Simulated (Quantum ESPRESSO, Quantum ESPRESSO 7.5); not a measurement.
# Lattice constants of TiB₂: the short c axis in PBEsol and the change to PBE

## Starting point

The reference is the diffraction cell of titanium diboride in the database (1996, Crystallography Open Database entry 2002799). The refinement gives $a$ = 3.0292 Å and $c$ = 3.2284 Å for the hexagonal AlB₂-type structure, in which flat boron honeycomb layers alternate with layers of titanium. Both atoms sit on positions fixed by symmetry, so these two lengths describe the whole structure. Neither the sample nor the temperature is given with the values. The phase has a narrow homogeneity range, which limits how far composition is likely to shift the cell, but a single refinement cannot show the scatter between samples.

| compared with | measured | source's wording or label | method |
| --- | --- | --- | --- |
| a (Å) | 3.0292 | value in the starting structure | diffraction refinement behind the database entry |
| c (Å) | 3.2284 | value in the starting structure | diffraction refinement behind the database entry |

Conditions are those given with the value in the passage it was taken from; "not stated" means there, and the paper may say more elsewhere. The values are a selection: others may have been left out beforehand as unlike or outlying.

## Choices

We want both lattice constants of the ordered, nonmagnetic crystal from a full relaxation of the three-atom cell. The target is agreement within 0.5 % for $a$ and for $c$ separately, about 0.015 Å in $a$ and about 0.016 Å in $c$. That is narrow enough to expose the usual overbinding of LDA, yet leaves room for what a static calculation omits: zero-point motion and thermal expansion lengthen a stiff boride by roughly a few tenths of a per cent. A sound static cell should therefore come out slightly smaller than the measured one.

We start with PBEsol, a semilocal functional built for the equilibrium geometry of dense solids. TiB₂ is a good metal without strong correlation, and its layers are held together by strong bonds, so neither a Hubbard term nor a dispersion correction is called for at the outset. A low cutoff or a coarse mesh would save little in so small a cell and could distort the stress, on which the relaxed lengths depend. The PBEsol result will then be checked for numerical convergence and for its potentials, and set beside a neighbouring functional for scale.

System: TiB2 (titanium diboride), AlB2 type, hexagonal; P6/mmm (No. 191), 3 atoms in the primitive cell; the database structure is a diffraction structure: a = 3.029 Å, c = 3.228 Å; structure from the Crystallography Open Database.

## 1. PBEsol relaxation of the full cell

We relax the cell with PBEsol on a dense mesh, starting from the diffraction structure. We expect both lengths to shrink a little, with the $c/a$ ratio nearly kept.

**Run 1.** Quantum ESPRESSO 7.5: PBEsol, GBRV ultrasoft potentials, cell and atoms relaxed from the database structure, cutoff 45 Ry (density 360 Ry), 12x12x10 k mesh, Marzari-Vanderbilt smearing 0.14 eV.

Key lines of the input:
```
! potential files: GBRV ultrasoft potentials, made for PBEsol
&control
  calculation = 'vc-relax'
  forc_conv_thr = 2.0d-4
  etot_conv_thr = 1.0d-5
  nstep = 60
/
&system
  nat = 3
  ntyp = 2
  ecutwfc = 45
  ecutrho = 360
  nbnd = 16
  occupations = 'smearing'
  smearing = 'mv'
  degauss = 0.01029
/
&electrons
  conv_thr = 1.0d-8
  electron_maxstep = 100
  mixing_beta = 0.4
/
&ions
/
&cell
  press_conv_thr = 0.5
/
ATOMIC_SPECIES
  Ti 47.867 Ti.upf
  B 10.810 B.upf
[... cell and positions ...]
K_POINTS automatic
  12 12 10 0 0 0
```

Command:
```
OMP_NUM_THREADS=1 mpirun -n 4 pw.x -nk 4 -in relax.in > relax.out
```

Selected lines of the output:
```
          total   stress  (Ry/bohr**3)                   (kbar)     P=       -0.15
CELL_PARAMETERS (angstrom)
   3.018103532  -0.000000000   0.000000000
  -0.000000000  -0.000000000   3.185868025
```

Converged; 20 s on 4 cores of Arm Neoverse V2, shared host.

| quantity | run 1 | measured | deviation |
| --- | --- | --- | --- |
| a (Å) | 3.0181 | 3.0292 | −0.0111 (−0.4 %) |
| c (Å) | 3.1859 | 3.2284 | −0.0425 (−1.3 %) |
| conventional cell volume (Å³) | 25.13 |  |  |
| final pressure (GPa) | −0.015 |  |  |

PBEsol meets the target for $a$, which comes out 0.4 % short, but misses it clearly for $c$, short by 1.3 %. We had expected $c/a$ to be nearly kept. Instead the layer stacking contracts more than three times as much, in relative terms, as the boron plane. The residual pressure is negligible, so the cell has settled at these settings, but that does not test the basis, the mesh or the potentials.

## 2. Cutoff, mesh and potentials under PBEsol

Before blaming the functional for the short $c$ axis, we test the three numerical ingredients one by one: a higher plane-wave cutoff, a denser k mesh, and norm-conserving PseudoDojo potentials in place of the ultrasoft set. The stress along $c$ depends on how the metallic bands are sampled and on how the titanium core is described. We nevertheless expect shifts well below the 0.0425 Å that is missing.

**Run 2.** Quantum ESPRESSO 7.5: PBEsol, GBRV ultrasoft potentials, cell and atoms relaxed from the database structure, cutoff 61 Ry (density 488 Ry), 12x12x10 k mesh, Marzari-Vanderbilt smearing 0.14 eV.

Key lines of the input, as changed from run 1:
```diff
  &system
-   ecutwfc = 45
-   ecutrho = 360
+   ecutwfc = 61
+   ecutrho = 488
```

Selected lines of the output:
```
CELL_PARAMETERS (angstrom)
  -0.000000000  -0.000000000   3.185235531
```

Converged; 45 s on 4 cores of Arm Neoverse V1, shared host.

**Run 3.** Quantum ESPRESSO 7.5: PBEsol, GBRV ultrasoft potentials, cell and atoms relaxed from the database structure, cutoff 45 Ry (density 360 Ry), 15x15x12 k mesh, Marzari-Vanderbilt smearing 0.14 eV.

Key lines of the input, as changed from run 1:
```diff
  K_POINTS automatic
-   12 12 10 0 0 0
+   15 15 12 0 0 0
```

Selected lines of the output:
```
CELL_PARAMETERS (angstrom)
   0.000000000   0.000000000   3.185340522
```

Converged; 25 s on 4 cores of Intel Xeon Platinum 8559C (Emerald Rapids), shared host.

**Run 4.** Quantum ESPRESSO 7.5: PBEsol, PseudoDojo norm-conserving potentials, cell and atoms relaxed from the database structure, cutoff 84 Ry, 12x12x10 k mesh, Marzari-Vanderbilt smearing 0.14 eV.

Key lines of the input, as changed from run 1:
```diff
- ! potential files: GBRV ultrasoft potentials, made for PBEsol
+ ! potential files: PseudoDojo norm-conserving potentials, made for PBEsol
  &system
-   ecutwfc = 45
-   ecutrho = 360
+   ecutwfc = 84
```

Selected lines of the output:
```
CELL_PARAMETERS (angstrom)
   3.019174932   0.000000000   0.000000000
   0.000000000   0.000000000   3.186403950
```

Converged; 63 s on 4 cores of Arm Neoverse V1, shared host.

| quantity | run 2 | run 3 | run 4 | measured |
| --- | --- | --- | --- | --- |
| a (Å) | 3.0177 | 3.0182 | 3.0192 | 3.0292 |
| c (Å) | 3.1852 | 3.1853 | 3.1864 | 3.2284 |
| conventional cell volume (Å³) | 25.12 | 25.13 | 25.15 |  |
| final pressure (GPa) | −0.002 | −0.013 | −0.017 |  |

None of the three changes recovers the missing length. The higher cutoff and the denser mesh each shorten $c$ by less than 0.001 Å, and the norm-conserving potentials lengthen it by about 0.0005 Å, against a gap of 0.0425 Å. The short $c$ axis therefore belongs to PBEsol as applied to a static crystal, or else to the reference; it is not a product of these numerical settings. The in-plane constant moves by only about 0.001 Å at most and stays within the target in all three runs.

## 3. PBE as the neighbouring functional

We now change the functional and return to the first cutoff and mesh, which the tests have shown to be adequate for PBEsol. PBE usually gives longer bonds than PBEsol, so both constants should grow. What matters is whether $c$ grows enough to reach the target without pushing $a$ out of it at the long end.

**Run 5.** Quantum ESPRESSO 7.5: PBE, GBRV ultrasoft potentials, cell and atoms relaxed from the database structure, cutoff 45 Ry (density 360 Ry), 12x12x10 k mesh, Marzari-Vanderbilt smearing 0.14 eV.

Key lines of the input, as changed from run 1:
```diff
- ! potential files: GBRV ultrasoft potentials, made for PBEsol
+ ! potential files: GBRV ultrasoft potentials, made for PBE
```

Selected lines of the output:
```
          total   stress  (Ry/bohr**3)                   (kbar)     P=        0.05
CELL_PARAMETERS (angstrom)
   3.030753808   0.000000000   0.000000000
   0.000000000   0.000000000   3.225048209
```

Converged; took 20 s.

| quantity | run 5 | measured | deviation |
| --- | --- | --- | --- |
| a (Å) | 3.0308 | 3.0292 | +0.0016 (+0.1 %) |
| c (Å) | 3.2250 | 3.2284 | −0.0034 (−0.1 %) |
| conventional cell volume (Å³) | 25.65 |  |  |
| final pressure (GPa) | 0.005 |  |  |

PBE meets the target for both constants, with deviations of about 0.1 % and opposite signs. Relative to PBEsol at the same cutoff and mesh, $a$ grows by about 0.013 Å and $c$ by about 0.039 Å, so the change of functional acts mainly on the layer stacking. This shift in $c$ is far larger than any produced by the numerical tests under PBEsol. Those tests do not carry over strictly to PBE, for which separate checks of cutoff and mesh are not shown up to this point.

## 4. Sensitivity of PBE to a dispersion correction

Since $c$ responds so strongly to the functional, we add the D3(BJ) correction to PBE and relax again. The added attraction should shorten both axes. The run will show whether the agreement in $c$ survives it; it tests the physical model, not the convergence of the PBE cell.

**Run 6.** Quantum ESPRESSO 7.5: PBE+D3(BJ), GBRV ultrasoft potentials, cell and atoms relaxed from the database structure, cutoff 45 Ry (density 360 Ry), 12x12x10 k mesh, Marzari-Vanderbilt smearing 0.14 eV.

Key lines of the input, as changed from run 5:
```diff
  &system
+   vdw_corr = 'dft-d3'
+   dftd3_version = 4
```

Converged; 32 s on 4 cores of Intel Xeon Platinum 8559C (Emerald Rapids), shared host.

| quantity | run 6 | measured | deviation |
| --- | --- | --- | --- |
| a (Å) | 3.0080 | 3.0292 | −0.0212 (−0.7 %) |
| c (Å) | 3.1903 | 3.2284 | −0.0381 (−1.2 %) |
| conventional cell volume (Å³) | 25.00 |  |  |
| final pressure (GPa) | 0.009 |  |  |

The agreement does not survive the dispersion correction. D3(BJ) shortens $a$ by about 0.023 Å and $c$ by about 0.035 Å relative to plain PBE, and both constants now miss the target, at 0.7 % and 1.2 % below the measured values. The contraction also affects the boron plane, so the correction does not act as a weak attraction between layers only.

A plausible reason, argued from theory and not isolated by these runs, is that the correction takes little account of the screening by conduction electrons in a metal and so adds too much attraction. Zero-point motion and thermal expansion would lengthen this static cell by a few tenths of a per cent, which is too little to close the gap in $c$.

## Table of results

| run | settings | a (Å) | deviation | c (Å) | deviation | cost |
| --- | --- | --- | --- | --- | --- | --- |
| 1 | PBEsol, GBRV ultrasoft potentials, cutoff 45 Ry (density 360 Ry), 12x12x10 k mesh | 3.0181 | −0.0111 (−0.4 %) | 3.1859 | −0.0425 (−1.3 %) | 79 core-s |
| 2 | PBEsol, GBRV ultrasoft potentials, cutoff 61 Ry (density 488 Ry), 12x12x10 k mesh | 3.0177 | −0.0115 (−0.4 %) | 3.1852 | −0.0432 (−1.3 %) | 3 core-min |
| 3 | PBEsol, GBRV ultrasoft potentials, cutoff 45 Ry (density 360 Ry), 15x15x12 k mesh | 3.0182 | −0.0110 (−0.4 %) | 3.1853 | −0.0431 (−1.3 %) | 99 core-s |
| 4 | PBEsol, PseudoDojo norm-conserving potentials, cutoff 84 Ry, 12x12x10 k mesh | 3.0192 | −0.0100 (−0.3 %) | 3.1864 | −0.0420 (−1.3 %) | 4.2 core-min |
| 5 | PBE, GBRV ultrasoft potentials, cutoff 45 Ry (density 360 Ry), 12x12x10 k mesh | 3.0308 | +0.0016 (+0.1 %) | 3.2250 | −0.0034 (−0.1 %) | 81 core-s |
| 6 | PBE+D3(BJ), GBRV ultrasoft potentials, cutoff 45 Ry (density 360 Ry), 12x12x10 k mesh | 3.0080 | −0.0212 (−0.7 %) | 3.1903 | −0.0381 (−1.2 %) | 2.1 core-min |
|  | measured | 3.0292 |  | 3.2284 |  |  |

Further runs on the same system, made beside this series (convergence steps with loose settings among them):

| further | settings | a (Å) | deviation | c (Å) | deviation | cost |
| --- | --- | --- | --- | --- | --- | --- |
| F1 | vdW-DF-cx, GBRV ultrasoft potentials, cutoff 45 Ry (density 360 Ry), 12x12x10 k mesh, PBE files | 3.0186 | −0.0106 (−0.3 %) | 3.1988 | −0.0296 (−0.9 %) | 3.3 core-min |
| F2 | rVV10, GBRV ultrasoft potentials, cutoff 45 Ry (density 360 Ry), 12x12x10 k mesh, PBE files | 3.0362 | +0.0070 (+0.2 %) | 3.2395 | +0.0111 (+0.3 %) | 88 core-s |
| F3 | PBEsol+D3(BJ), GBRV ultrasoft potentials, cutoff 45 Ry (density 360 Ry), 12x12x10 k mesh | 2.9996 | −0.0296 (−1.0 %) | 3.1563 | −0.0721 (−2.2 %) | 2.8 core-min |
| F4 | Wu-Cohen GGA, GBRV ultrasoft potentials, cutoff 45 Ry (density 360 Ry), 12x12x10 k mesh, PBE files | 3.0155 | −0.0137 (−0.5 %) | 3.1929 | −0.0355 (−1.1 %) | 1.8 core-min |
| F5 | LDA, GBRV ultrasoft potentials, cutoff 45 Ry (density 360 Ry), 12x12x10 k mesh | 2.9968 | −0.0324 (−1.1 %) | 3.1612 | −0.0672 (−2.1 %) | 88 core-s |
| F6 | PBEsol, GBRV ultrasoft potentials, cutoff 45 Ry (density 360 Ry), 6x6x6 k mesh | 3.0245 | −0.0047 (−0.2 %) | 3.1723 | −0.0561 (−1.7 %) | under 1 core-min |
| F7 | PBE, SSSP efficiency potentials, cutoff 65 Ry (density 520 Ry), 12x12x10 k mesh | 3.0302 | +0.0010 (+0.0 %) | 3.2246 | −0.0038 (−0.1 %) | 94 core-s |
|  | measured | 3.0292 |  | 3.2284 |  |  |

## Judgement

PBEsol, the functional we started from, misses the target: $a$ is within 0.5 %, but $c$ is 1.3 % too short. Plain PBE meets it for both constants, with deviations of about 0.1 %, at a cost of 81 core-seconds.

The cutoff, mesh and potential tests mattered because they ruled out these settings as the cause of the short $c$ axis under PBEsol. For PBE, a further run with SSSP potentials at a higher cutoff moves both constants by less than 0.001 Å. It supports the basis, though it may not be an independent test of the potentials; a denser mesh under PBE is not shown in this report, nor is the effect of the smearing width under either functional. The coarse mesh under PBEsol brings $a$ closer to experiment by chance while making $c$ worse.

Adding D3(BJ) did not improve the cell. It shortens both axes under PBE and under PBEsol alike, which fits our conjecture that it overbinds this metal. PBE is not alone in meeting the target, since rVV10 does so too, so the match does not single out one description of the bonding.

The closeness of PBE probably contains some cancellation. Thermal and zero-point expansion, roughly a few tenths of a per cent, would carry its static cell past the measured lengths and could bring $a$ near the limit. The same allowance would reduce the PBEsol error in $c$ without removing it.

The reference is a single refinement with neither sample nor temperature given. From general knowledge, though, the cell of TiB₂ is well established and varies between samples by far less than the 1.3 % that PBEsol misses in $c$, so the functional is the likelier cause of that miss. The 0.1 % agreement should still not be read as the accuracy of PBE.

[Logs are printed without paths, hosts, clocks, repeated set-up lines and the standing remarks that a program may print on its own settings, such as how far it seeks lower states.]

[The runs shown are a pick from a larger set of finished runs; failed, doubtful and other runs were left out of it ahead of writing. So were measured values far from every level or from commonly accepted values, and agreement can look better than it is. Lines of input and output are excerpts and may be shortened.]
